**Question: how can a linear time-ordered exponential propagate the nonlinear Kohn–Sham equations?**

I am writing a real-time TDDFT code for Na₂ (fixed ions, norm-conserving pseudopotentials, two valence electrons, real-space grid). Everyone writes $\varphi(t)=U(t,t_0)\varphi(t_0)$ with $U=\mathcal T\exp(-\frac{i}{\hbar}\int H\,ds)$ and calls $U$ unitary. But $H$ depends on the density, which depends on $\varphi$. In what sense is $U$ a linear unitary operator? Why do the orbitals stay orthonormal? And when may I drop $\mathcal T$?

---

**Answer**

Two different maps are involved. The map from initial to final orbitals is nonlinear. But once one solution $n(t)$ is fixed, $H[n](t)$ is a definite Hermitian matrix function of time, and it generates an ordinary linear unitary $U$. All orbitals of that solution are carried by this one $U$, which is why they stay orthonormal. A different initial state produces a different $U$.

## 1. Conventions and premises

Units are SI. The grid has $N$ points $\mathbf r_a$ with volume element $\Delta V$. An orbital is the column $c_a=\sqrt{\Delta V}\,\varphi(\mathbf r_a)$, so that $\langle f|g\rangle=\sum_a f_a^*g_a$. The norm $\|X\|$ of a matrix is the operator norm, with $\|XY\|\le\|X\|\|Y\|$. The equations of motion are

$$i\hbar\,\dot c_j=H[n](t)\,c_j,\qquad n(\mathbf r_a,t)=\frac1{\Delta V}\sum_j f_j|c_{j,a}(t)|^2,\tag1$$

with fixed occupations $f_j$. For singlet Na₂ one orbital has $f=2$; empty orbitals ($f=0$) may be propagated along. The Hamiltonian is $H=A+v[n](t)$, where $A$ holds the kinetic matrix and the nonlocal pseudopotential, and $v$ is the diagonal matrix of the local ionic, external, Hartree and exchange-correlation potentials.

- **P1.** $H[n](t)$ is Hermitian for every density. This holds for a symmetric finite-difference Laplacian with hard-wall or periodic boundaries, real $v$, and projectors $\sum_p|p\rangle D_p\langle p|$ with real $D_p$.
- **P2.** Eq. (1) has a solution on a closed time interval $J$. For an adiabatic functional with $H[n]c_j$ locally Lipschitz in the orbitals, the Picard–Lindelöf theorem gives a unique local solution. P1 gives $\frac{d}{dt}c_j^\dagger c_j=\frac i\hbar c_j^\dagger(H^\dagger-H)c_j=0$, so the solution stays bounded and continues to all times.
- **P3.** Along this solution $H(t)\equiv H[n](t)$ is continuous in $t$. A continuous function on closed $J$ is bounded: $\|H(t)\|\le M$.

From here on the solution is held fixed, and $H(t)$ is a given function of time.

## 2. Construction of $U$

Define $U_0=1$ and

$$U_k(t,t_0)=-\frac i\hbar\int_{t_0}^{t}H(s)\,U_{k-1}(s,t_0)\,ds .\tag2$$

**Bound.** Claim: $\|U_k\|\le(M|t-t_0|/\hbar)^k/k!$. It holds for $k=0$. If it holds for $k-1$, then (2) gives
$$\|U_k\|\le\frac M\hbar\int_0^{|t-t_0|}\frac{(Mu/\hbar)^{k-1}}{(k-1)!}\,du=\frac{(M|t-t_0|/\hbar)^k}{k!}.$$
The series $U=\sum_kU_k$ (the Dyson series) is thus dominated by that of $e^{M|t-t_0|/\hbar}$. It converges absolutely and uniformly on $J$, and its sum is continuous.

**Equation of motion.** Sum (2) over $k\ge1$. Uniform convergence allows sum and integral to be exchanged:
$$U(t,t_0)=1-\frac i\hbar\int_{t_0}^tH(s)U(s,t_0)\,ds .$$
The integrand is continuous by P3, so the fundamental theorem of calculus gives

$$i\hbar\,\partial_tU(t,t_0)=H(t)\,U(t,t_0),\qquad U(t_0,t_0)=1.\tag3$$

**Time ordering.** For $t\ge t_0$, unrolling (2) gives
$$U_k=\Big(-\frac i\hbar\Big)^k\int_{t_0}^{t}\!dt_1\int_{t_0}^{t_1}\!dt_2\cdots\int_{t_0}^{t_{k-1}}\!dt_k\;H(t_1)\cdots H(t_k),$$
in which $t_1\ge t_2\ge\dots\ge t_k$: later times stand to the left. Let $\mathcal T[H(t_1)\cdots H(t_k)]$ denote the product rearranged in that order, for any set of times. It is a symmetric function of the $t_i$. The cube $[t_0,t]^k$ divides, up to boundaries of zero volume, into $k!$ regions, one for each ordering of the times. Relabelling the integration variables maps each region onto the ordered one and leaves the symmetric integrand unchanged, so all regions contribute equally. Hence

$$U(t,t_0)=\sum_{k=0}^\infty\frac{(-i/\hbar)^k}{k!}\int_{[t_0,t]^k}\!\mathcal T[H(t_1)\cdots H(t_k)]\equiv\mathcal T\exp\Big(-\frac i\hbar\int_{t_0}^tH[n](s)\,ds\Big).\tag4$$

The right-hand side is a name for the series. $\mathcal T$ is a rule on time labels, applied before integration. For $t<t_0$, (2) and (3) hold with oriented integrals, and the products then have earlier times to the left.

## 3. Unitarity, uniqueness, composition

**Unitarity.** The adjoint of (3) is $-i\hbar\,\partial_tU^\dagger=U^\dagger H^\dagger$. Therefore
$$\partial_t(U^\dagger U)=\frac i\hbar U^\dagger(H^\dagger-H)U=0$$
by P1. Since $U^\dagger U=1$ at $t_0$, it equals 1 always. A square matrix with a left inverse is invertible with that inverse, so $UU^\dagger=1$ as well.

**Uniqueness.** Let $X(t)$, a column or a matrix, satisfy $i\hbar\dot X=H(t)X$. The same calculation gives $\partial_t[U^\dagger(t,t_0)X(t)]=\frac i\hbar U^\dagger HX-\frac i\hbar U^\dagger HX=0$, so $U^\dagger X(t)=X(t_0)$. Multiplying by $U$,

$$X(t)=U(t,t_0)\,X(t_0).\tag5$$

**Composition.** Take $X(t)=U(t,t_0)$, which solves the linear equation by (3), and apply (5) with starting time $t_1$:

$$U(t_2,t_0)=U(t_2,t_1)\,U(t_1,t_0)\tag6$$

for any three times in $J$. Setting $t_2=t_0$ gives $U(t_0,t_1)=U(t_1,t_0)^{-1}=U(t_1,t_0)^\dagger$. All three factors in (6) are built from the same $H(t)$, that is, from the same trajectory $n(t)$.

## 4. Orthonormal orbitals from a nonlinear flow

Each orbital of the solution obeys $i\hbar\dot c_j=H(t)c_j$ with the very $H(t)$ from which $U$ was built. So (5) applies, $c_j(t)=U(t,t_0)c_j(t_0)$, and

$$\langle c_i(t)|c_j(t)\rangle=c_i^\dagger(t_0)\,U^\dagger U\,c_j(t_0)=\langle c_i(t_0)|c_j(t_0)\rangle.\tag7$$

Orthonormal orbitals stay orthonormal, and the electron number $\sum_jf_j\langle c_j|c_j\rangle$ is constant. For Na₂ this covers the norm of the occupied orbital and its orthogonality to any empty orbital carried along. The argument needs the same Hermitian matrix to act on all orbitals; how that matrix depends on them is irrelevant.

The argument is not circular, because existence came from P2. But (4) is a representation of the solution, not a formula that yields it: the integrand needs $n(s)$ over the whole interval, and (1) is the fixed-point condition that the density used in $U$ equal the density that $U$ produces.

The nonlinearity shows when two solutions are compared. Let $a(t)$ and $b(t)$ be orbitals of different solutions with Hamiltonians $H_a$ and $H_b$. From $i\hbar\dot b=H_bb$ and $-i\hbar\dot a^\dagger=a^\dagger H_a$,

$$\frac d{dt}\langle a|b\rangle=\frac i\hbar\langle a|H_a-H_b|b\rangle,\tag8$$

which need not vanish. A single unitary operator would preserve this overlap, so in general no such operator represents the map on initial orbitals.

## 5. When $\mathcal T$ can be dropped

If $[H(t),H(t')]=0$ for all $t,t'$ in the interval, every ordering of $H(t_1)\cdots H(t_k)$ gives the same matrix. Then $\mathcal T$ changes nothing, the cube integral in (4) factorises into $(\int H\,ds)^k$, and $U=\tilde U$ with
$$\tilde U\equiv\exp\Big(-\frac i\hbar\int_{t_0}^tH\,ds\Big).$$
The condition is sufficient. It is not needed for $U$ and $\tilde U$ to coincide at some particular time or on some particular vector.

It is rarely met in Kohn–Sham dynamics. With fixed ions, $H(t')=H(t)+D$, where $D=v(t')-v(t)$ is diagonal. Diagonal matrices commute, so
$$[H(t),H(t')]_{ab}=[A,D]_{ab}=A_{ab}(D_{bb}-D_{aa}).$$
This vanishes only if $D_{aa}=D_{bb}$ whenever $A_{ab}\ne0$. As $A$ links every point to its neighbours, $D$ must be a multiple of the identity. The total local potential may change by a spatial constant only, as in a stationary state.

The leading difference between $U$ and $\tilde U$ over a step $[0,\Delta t]$ comes from second order. Split the square of $\frac12(\int H)^2$ along its diagonal and relabel one half: it equals $\frac12\iint_{t_2<t_1}[H(t_1)H(t_2)+H(t_2)H(t_1)]$. Subtracting this from the ordered integral $\iint_{t_2<t_1}H(t_1)H(t_2)$ and multiplying by $(-i/\hbar)^2$,

$$\Omega_2=-\frac1{2\hbar^2}\int_0^{\Delta t}\!dt_1\int_0^{t_1}\!dt_2\,[H(t_1),H(t_2)].\tag9$$

For smooth $H\approx H_0+\dot Ht$ the commutator is $-(t_1-t_2)[H_0,\dot H]$, and $\iint(t_1-t_2)=\Delta t^3/6$, so $\Omega_2=\Delta t^3[H_0,\dot H]/12\hbar^2$ to leading order. In the third-order terms the $H_0^3$ parts of $U$ and $\tilde U$ are equal, and what remains is $O(\Delta t^4)$. Thus $U-\tilde U=\Omega_2+O(\Delta t^4)$. This is why codes factor $U$ by (6) into short steps and drop $\mathcal T$ within each. Note that $\tilde U$ is unitary too, being the exponential of an anti-Hermitian matrix. Conserved orthonormality is therefore no evidence that a propagator is accurate.

## 6. Range of validity

- **Finite grid.** The bound $M$ grows as the spacing $d$ shrinks. For the three-point Laplacian, $-\partial_x^2$ has eigenvalues up to $4/d^2$, so the kinetic matrix in three dimensions is bounded by $6\hbar^2/(m_ed^2)$. An illustrative $d=30$ pm gives 508 eV ($1\ \text{eV}=1.602\times10^{-19}$ J), and $\hbar$ divided by this energy is 1.30 as. The series converges for any interval, but a low-order truncation is accurate only for steps of about this length, and it is not exactly unitary. In the continuum $H$ is unbounded and the estimate of Section 2 fails; if the time-dependent part is bounded, the series can be built in the interaction picture instead.
- **Hermiticity.** Absorbing boundaries violate P1. Then (3), (4) and (6) survive (uniqueness follows by iterating the integral equation for the difference of two solutions), while unitarity and (7) do not.
- **One Hamiltonian.** Orbital-dependent operators $H_j$ lead to (8) rather than (7). Spin-polarised systems have one $U$ per spin channel.
- **Overlap metric.** Ultrasoft and projector-augmented schemes solve $i\hbar S\dot c=Hc$; for fixed $S$ the conserved object is $U^\dagger SU=S$.
- **Continuity.** P3 may be relaxed to piecewise continuity by using (6) at the jumps. An impulsive kick is treated as a separate unitary factor. Functionals that are singular where $n\to0$ need P2 and P3 checked.
- **Memory.** A functional with memory still gives a definite $H(t)$ along a solution, so (3)–(7) hold. A restart at $t_1$, however, reproduces the trajectory from the orbitals alone only for adiabatic functionals.
- Nothing here concerns the quality of the functional.

## 7. Illustration: Na₂ on a two-point grid

Take the coarsest grid that allows charge to move along the bond: one point on each atom, and one doubly occupied orbital $c=(c_1,c_2)$. The matrix $A$ has off-diagonal element $-\tau$ and equal diagonal elements. For a two-electron singlet, exact exchange cancels half of the Hartree potential; correlation is neglected. With interaction energies $w_0$ (same point) and $w_1$ (different points), $v_1=w_0|c_1|^2+w_1|c_2|^2$, and $v_2$ follows by exchanging the points. Define $s_\mu=c^\dagger\sigma_\mu c$ with the Pauli matrices, so $s_z=|c_1|^2-|c_2|^2$, $|\mathbf s|=1$, and point 1 holds $1+s_z$ electrons. Then $v_{1,2}=\frac12(w_0+w_1)\pm\frac12Ws_z$ with $W=w_0-w_1$. Dropping multiples of the identity, which give a phase only,

$$H(t)=-\tau\sigma_x+\tfrac12W s_z(t)\,\sigma_z .\tag{10}$$

From $\hbar\dot s_\mu=i\,c^\dagger[H,\sigma_\mu]c$ and $[\sigma_x,\sigma_y]=2i\sigma_z$ with cyclic permutations,

$$\hbar\dot s_x=-Ws_zs_y,\qquad\hbar\dot s_y=(2\tau+Ws_x)s_z,\qquad\hbar\dot s_z=-2\tau s_y.\tag{11}$$

**Inputs.** The ground state is $\mathbf s=(1,0,0)$, with Kohn–Sham gap $\hbar\omega_s=2\tau$. Linearising (11) at $s_x=1$ gives $\hbar^2\ddot s_z=-2\tau(2\tau+W)s_z$, so $\hbar\omega=\sqrt{2\tau(2\tau+W)}$. Take $\tau=0.70$ eV and $W=1.20$ eV, which give a gap of 1.40 eV, $\hbar\omega=1.91$ eV and a period $2\pi/\omega=2.17$ fs. These inputs were chosen so that the gap and the excitation lie near values typical of Na₂ (a gap of roughly 1.4 eV, and a first strong absorption along the bond at roughly 1.8 to 1.9 eV). That is a choice of scale, not a prediction, and all numbers below are the model's.

A kick $e^{ikx}$, with point 1 at $x=-R/2$ and point 2 at $+R/2$, gives $c\propto(1,e^{i\theta})$ with $\theta=kR$, so $\mathbf s(0)=(\cos\theta,\sin\theta,0)$. Take a deliberately strong kick, $\theta=0.50$ rad, with $\cos\theta=0.8776$ and $\sin\theta=0.4794$.

**Exact trajectory.** The first and third of (11) give $\dot s_x=(W/2\tau)s_z\dot s_z$, hence $s_x=\cos\theta+as_z^2$ with $a=W/4\tau=0.4286$. Then $s_y^2=1-s_x^2-s_z^2$ is a quadratic in $s_z^2$ with leading coefficient $-a^2$:
$$(\hbar\dot s_z)^2=4\tau^2\big[1-s_z^2-(\cos\theta+as_z^2)^2\big]=\tfrac14W^2(P^2-s_z^2)(s_z^2+Q^2),$$
using $2\tau a=W/2$. Here $P^2$ and $-Q^2$ are the roots $u$ of $a^2u^2+(1+2a\cos\theta)u-\sin^2\theta=0$, namely $P^2=0.1294$ and $Q^2=9.669$. So $s_z$ oscillates between $\pm P$ with $P=0.360$. A quarter period runs from 0 to $P$. Substituting $s_z=P\cos\psi$ turns $P^2\cos^2\psi+Q^2$ into $(P^2+Q^2)(1-m\sin^2\psi)$ with $m=P^2/(P^2+Q^2)=0.01321$, so
$$T_p=\frac{8\hbar}{W}\int_0^P\!\frac{ds_z}{\sqrt{(P^2-s_z^2)(s_z^2+Q^2)}}=\frac{8\hbar\,K(m)}{W\sqrt{P^2+Q^2}},$$
where $K(m)=\int_0^{\pi/2}(1-m\sin^2\psi)^{-1/2}d\psi=1.576$. The result is $T_p=2.21$ fs, slightly longer than the linear period. The dependence of the period on the kick is a first sign of nonlinearity.

**Overlaps.** For normalised two-component vectors $|\langle a|b\rangle|^2=\frac12(1+\mathbf s_a\cdot\mathbf s_b)$. Compare the kicked solution with the stationary ground state, a different solution of (1). The squared overlap is $\frac12(1+s_x)$. It starts at 0.939 and reaches 0.967 at the turning point, where $s_x=\cos\theta+aP^2=0.933$. This is (8) at work. By contrast, the empty orbital propagated with the $U$ of the kicked solution keeps zero overlap with the occupied one, by (7).

**Dropping $\mathcal T$ over one period.** From (10),
$$[H(t),H(t')]=i\tau W\,[s_z(t')-s_z(t)]\,\sigma_y\neq0 .$$
The equation for $\dot s_z^2$ is even in $s_z$, so $s_z(t+T_p/2)=-s_z(t)$ and $\int_0^{T_p}s_z\,dt=0$. The unordered exponential loses the interaction altogether: $\tilde U=\exp(i\phi\sigma_x/2)$ with $\phi=2\tau T_p/\hbar=4.70$ rad. It acts as (11) with $W=0$, giving $s_z=-\sin\theta\sin\phi=0.479$, or 1.479 electrons on point 1. The ordered $U$ returns $\mathbf s$ to its initial value, with $s_z=0$ and one electron on each point. The value from $\tilde U$ even exceeds the largest $|s_z|$ on the true trajectory.

A weak kick does not cure this, since both $s_z$ and the defect scale with $\theta$. To first order in $\theta$, treat the $\sigma_z$ term of (10) as given, $s_z\to z(t)=-\theta(\omega_s/\omega)\sin\omega t$, and propagate linearly. The propagated $s_z$ obeys $\ddot s_z+\omega_s^2s_z=-\omega_s(W/\hbar)z$ with $s_z(0)=0$ and $\dot s_z(0)=-\omega_s\theta$, so
$$s_z(t)=-\theta\sin\omega_st-\frac W\hbar\int_0^t\sin[\omega_s(t-s)]\,z(s)\,ds .$$
With $\int_0^t\sin[\omega_s(t-s)]\sin\omega s\,ds=(\omega\sin\omega_st-\omega_s\sin\omega t)/(\omega^2-\omega_s^2)$ and $\omega^2-\omega_s^2=\omega_sW/\hbar$, the second term is $\theta\sin\omega_st+z(t)$. Thus $s_z=z$: the fixed-point condition holds. The factor $\sin[\omega_s(t-s)]$ records when the potential acted. It cancels the oscillation at the bare gap and leaves the one at $\omega$, and it is absent from $\tilde U$, which knows only $\int z\,ds$.

**Dropping $\mathcal T$ within one step.** Inserting the commutator into (9) with $s_z(t_2)-s_z(t_1)=-\dot s_z(t_1-t_2)$ gives $\Omega_2=i\tau W\dot s_z\Delta t^3\sigma_y/12\hbar^2$. The largest $|\dot s_z|$ is $2\tau\sin\theta/\hbar$, at $s_z=0$. For $\Delta t=10$ as,
$$\|\Omega_2\|=\frac{\tau^2W\sin\theta\,\Delta t^3}{6\hbar^3}=1.6\times10^{-7},$$
against a first-order phase $\tau\Delta t/\hbar=1.1\times10^{-2}$. For unitary factors $\|U_2U_1-\tilde U_2\tilde U_1\|\le\|U_2-\tilde U_2\|+\|U_1-\tilde U_1\|$, so the defects at most add. One period takes 221 steps, and with $H(t)$ taken along the exact trajectory the model's accumulated defect is at most about $4\times10^{-5}$ to leading order in $\Delta t$, compared with the shift of 0.479 electron when $\mathcal T$ is dropped over the whole period at once.